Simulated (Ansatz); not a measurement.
V: pressure against volume scale

Periodic Kohn-Sham DFT of a crystal at fixed atoms, scaled to volume_scale times the given cell; pressure positive in compression, energy less spherical unpolarised free atoms, largest_vzz the field gradient of largest size among the nuclei. The results are calculated, by Ansatz 0.2.0.

The cell before it is scaled or strained (space group Im-3m, No. 229):
```
V
1.0
     -1.4989     1.4989     1.4989
      1.4989    -1.4989     1.4989
      1.4989     1.4989    -1.4989
V
1
Direct
  0.00000 0.00000 0.00000
```

Settings of every row: method frozen-core PAW; functional PBE; relativity scalar; k mesh 16x16x16; filling fermi-dirac; smearing width 0.05 eV; wave cutoff 420 eV; paw set soft_2.

Atom:
| element | start moment (bohr magneton) |
| --- | --- |
| V | 1.5 |

| row | volume scale | V (Å³/atom) | pressure (GPa) |
| --- | --- | --- | --- |
| 1 | 0.9405 | 12.669 | 12.421 |
| 2 | 0.97 | 13.066 | 5.857 |
| 3 | 1 | 13.469 | 0.046 |
| 4 | 1.03 | 13.874 | ? |
| 5 | 1.06 | 14.279 | -9.407 |

Cell moment is 0 bohr magneton in every row.

Question: what pressure should row 4 give?

Worked fit of pressure. Take u = (V_r/V)^(2/3) − 1 with V_r = 13.268 Å³ an atom, which is twice the finite (Eulerian) strain; such expansions in the strain, on which the Birch-Murnaghan equation of state is built, carry the rest volume and the bulk modulus. The shown rows have u = 0.03128, 0.01028, -0.00997, -0.04778. Least squares give pressure = 2.8421 + 286.524 × u + 631.05 × u² GPa; a straight line predicts inner rows, each left out in turn, worse (root mean square 0.62 against 0.0056 GPa). The rows lie off it by -0.001, 0.003, -0.002, 0.000. The pressure vanishes at u = -0.0101, or V = 13.47 Å³ an atom, and there the bulk modulus at fixed shape and fractions is B = −V dP/dV = (2/3)(1 + u) dP/du = 181 GPa. The withheld row has u = -0.02934, so the fit gives 2.8421 + 286.524 × (-0.02934) + 631.05 × (-0.02934)² = -5.021 GPa.

The calculation gave -5.01 GPa. The fit lies 0.011 GPa (0.05 % of the column's range) below it; its largest miss of a shown row is 0.003 GPa.
